**Kα satellites of Ce²⁺: why each 2p hole costs about the same**

Why does every extra hole in the 2p shell push the Kα line up by nearly the same amount, and why do the steps still grow a little?

Kα satellite and hypersatellite (second 1s hole) shifts of Ce²⁺, [Xe] 4f², with spectator holes in 2p, averaged over the 2p shell, from the Kα line without spectators. Radial Dirac-Fock and Kohn-Sham solver 3: Dirac-Fock ΔSCF, configuration average, Fermi nucleus (rms radius 4.8771 fm), Breit and QED terms, no correlation; Watson sphere of charge −2 e and radius 1.6 Å.

| spectator holes | satellite shift (eV) | hypersatellite shift (eV) |
| --- | --- | --- |
| 0 | 0 | 717.4 |
| 1 | 82.68 | 801.6 |
| 2 | 166.7 | 887.3 |
| 3 | 252.1 | 974.3 |
| 4 | 338.9 | 1062.7 |
| 5 | 427.1 | 1152.5 |

The number of spectator holes $n$ counts the 2p holes present besides the 1s hole. The line runs from one 1s hole and $n$ 2p holes to $n+1$ holes in 2p, so at $n=5$ the final 2p shell is empty. The hypersatellite starts from two 1s holes, and its shift is measured from the ordinary line at 34571 eV, so the 717.4 eV at $n=0$ is due to the second K hole alone. The same Dirac-Fock run gives the shifts to 0.01 eV, and steps are taken from those digits. The satellite steps rise at every $n$, from 82.68 to 88.17 eV, and each hypersatellite step is about 1.6 eV larger than its satellite partner. No row is irregular.

**Sign and size of a step.** Write the configuration-average energy as a sum of one-hole energies $\varepsilon$ and pair terms $U$, where $U_{ab}$ is the increase in the binding of an electron in shell $a$ when an electron in shell $b$ is gone. For the satellite,

$$E_i=\varepsilon_s+n\varepsilon_p+nU_{sp}+\binom{n}{2}U_{pp},\qquad E_f=(n+1)\varepsilon_p+\binom{n+1}{2}U_{pp},$$

and the photon energy exceeds $\varepsilon_s-\varepsilon_p$ by $n(U_{sp}-U_{pp})$. The same subtraction with two 1s holes gives $U_{ss}-U_{sp}+n(U_{sp}-U_{pp})$: an offset and the same slope.

A uniformly charged ball of radius $R$ shows why $U_{sp}>U_{pp}$. Its potential is $3/(2R)$ at the centre but only $6/(5R)$ averaged over the ball itself. The 1s electron sits near the centre of the 2p cloud, while another 2p electron samples the whole cloud, so removing a 2p electron deepens 1s more than 2p and the gap widens. The analogy covers the direct Coulomb term of rigid clouds; it has no exchange, no relaxation and no relativity.

Hydrogenic Slater integrals put a size on this. In hartree per unit nuclear charge $Z$,

$$U_{sp}=F^0-\tfrac16G^1=\tfrac{59}{243}-\tfrac16\cdot\tfrac{112}{2187}=0.2343,\qquad U_{pp}=F^0-\tfrac{2}{25}F^2=\tfrac{93}{512}-\tfrac{2}{25}\cdot\tfrac{45}{512}=0.1746.$$

The difference, 0.0597 hartree, is 1.62 eV per unit $Z$, or 94 eV at $Z=58$. Nothing is fitted, and the result lies 14 % above the tabulated 82.68 eV. An excess is the direction given both by screening, which widens the 2p cloud, and by the relaxation of the remaining electrons, taken up below. The charge of 50.9 that would reproduce the row is only a restatement of the ratio, because it lumps screening, relaxation and relativity together.

The ball also says that the place of the hole matters and the charge of the ion does not. Both 1s and 2p lie in the flat inner part of the potential of an outer shell, and a constant potential drops out because the initial and final states hold equally many electrons. The run bears this out roughly: its two-hole energies give ten shifts for a single M hole, and the largest is about 28 % of a 2p step, for the same change of charge. Six of the ten stand in the run's satellite list, and only these are covered by the printed range of −1.71 to 13.56 eV and its 16 %. The maximum comes from outside that list, where K-L2 meets an M2 hole and K-L3 an M3 hole. There the M hole has the same j as the 2p hole, and exchange, which the ball leaves out, should add to the shift. The two negative shifts in the list, both for 3d holes, are also beyond the ball picture, so for the M shell the flat potential is only a rough guide. By the same argument the direct effect of the Watson sphere, a thin charged shell outside the core, cancels.

**Why the steps grow.** Pair terms alone give a straight line, and five times the first step falls 13.7 eV short at $n=5$, which is 3.2 % of the tabulated shift. The next order is a term $T_{abc}$ for each triple of holes. In the satellite the initial state has $\binom n2T_{spp}+\binom n3T_{ppp}$ and the final state $\binom{n+1}{3}T_{ppp}$, which leaves

$$\Delta E_{\rm sat}=an+b\binom n2,\qquad b=T_{spp}-T_{ppp}.$$

For the hypersatellite the initial state has $nT_{ssp}+2\binom n2T_{spp}$ and the final state $\binom{n+1}{2}T_{spp}$, with the same $T_{ppp}$ terms as before. The curvature is again $b$, and the slope gains $T_{ssp}-T_{spp}$. One thing follows that can be checked: equal curvature in both columns, which is the same as a column difference linear in $n$.

Unweighted least squares on all six rows at 0.01 eV, through the origin for the satellite and with a free offset for the hypersatellite, gives $a=82.67$, $b=1.37$ eV and $a=84.27$, $b=1.38$ eV, with residuals no larger than 0.013 eV. The curvatures agree, and the column difference rises by 1.60 to 1.64 eV per hole, nearly linearly. As a check made afterwards, rows 1 and 2 alone fix $a=82.68$ and $b=166.71-2\times82.68=1.35$ eV. For $n=5$, which was not used, $5\times82.68+10\times1.35=426.9$ eV against 427.05 eV. Rounding of the entries can produce up to 0.13 eV of that miss, so little can be read from it.

A parabola fits any gently curved series, so the fit says nothing of the cause. Theory says this much: with frozen orbitals the average Coulomb energy is exactly quadratic in the occupations, so, small QED terms and the frequency dependence of the Breit term aside, a three-hole term in a ΔSCF calculation must come from orbitals changing their shape. Two effects are to be expected. Each hole lets the remaining 2p cloud contract, which raises the Coulomb difference $U_{sp}-U_{pp}$; but one 2p electron screens another by only about 0.35 of a charge, and at 1.62 eV per unit charge that is some 0.6 eV, less than half of $b$. The larger part is relaxation energy. Every remaining L electron relaxes in the field of the holes, its gain goes as the square of the screening lost, and the cross term of two holes lowers $U_{sp}$ more than $U_{pp}$, because a K hole unscreens more. Each further hole leaves one electron fewer to relax, so the next step is larger. For a second K hole contraction counts for more, yet Slater's rules below give only 0.87 eV of the extra 1.6 eV. The orbitals of the run were not examined, so this division is an estimate.

Slater's rules for the K and L shells supply an order of magnitude. With $E_L=-\tfrac{q}{8}\,[Z-0.85k-0.35(q-1)]^2$ hartree for $q$ L and $k$ K electrons, the second difference of the line energy is $(4\cdot0.35\cdot0.85-6\cdot0.35^2)/8=0.057$ hartree, or 1.55 eV, and $Z$ has cancelled. About three quarters of it, $(2\cdot0.35\cdot0.85-2\cdot0.35^2)/8$, is the relaxation cross term of the electron removed, and the rest is contraction. The closeness to 1.37 eV may be luck, for the same rules put the satellite shifts 41 to 43 % below the table. To first order in $Z$ they make $U_{sp}$ 0.2125 hartree per unit $Z$, against 0.2343 above, and $U_{pp}$ 0.175, almost the value above, so the small difference between the two comes out much too small.

**The offset.** Two electrons in the same small orbital interact far more strongly, with $U_{ss}=5/8$ hartree per unit $Z$, and the table's offset is 8.7 times the first step. Here the hydrogenic value $(U_{ss}-U_{sp})Z$ is 617 eV, 14 % below 717.4 eV. It would take a charge of 67.5, above the nuclear charge, so one screened charge cannot serve both slope and offset. With $Z\alpha=0.423$ the Dirac 1s orbital is contracted, and its Coulomb self-repulsion at bare $Z$ rises by several tens of eV, the order of the gap of about 100 eV. The Breit repulsion of a 1s² pair, $\alpha^2Z^3/4$ hartree in leading order, is of similar size, so the two together overshoot the gap and other terms, such as relaxation and the relativistic change of $U_{sp}$, must take part of it back. Slater's rules, which mimic screening and relaxation without relativity, give 606 eV, below the bare 617 eV, so the gap is mainly relativistic; how it divides among the terms is not settled by these numbers. Relativity is visible directly in the run: a second K hole shifts K-L3 by 727.6 eV and K-L2 by 696.85 eV. The 30.75 eV between them is the excess of the K–L2 over the K–L3 hole interaction, which vanishes for J averages in the non-relativistic limit.

**What a row is.** Each entry is a centroid over the 2p shell and over J, with 4f² averaged over its configuration and no correlation, and it marks no peak. The averaging spans the Kα₁–Kα₂ splitting, roughly 0.4 keV as a recalled size. At $n=1$ the components run from 73.09 eV (K-L2, spectator in L3) to 103.84 eV (K-L3, spectator in L2), and their statistical mean is 82.65 eV, within 0.03 eV of the row. On that average K-L2 moves by 74.62 eV and K-L3 by 86.67 eV. This spread is far larger than the curvature, which is therefore a property of centroids, and extra M holes would shift a real line as well, up or down.

For a neighbouring element the argument suggests a first step changed by roughly 1.6 eV per unit $Z$, an offset changed by about 16 eV (10.63 eV from the hydrogenic term and some 5 eV more if the gap of about 100 eV scales as $Z^3$), and a curvature nearly unchanged, since the pair terms are first order in $Z$ and the three-hole terms of order $Z^0$ without relativity. One element cannot test that scaling.
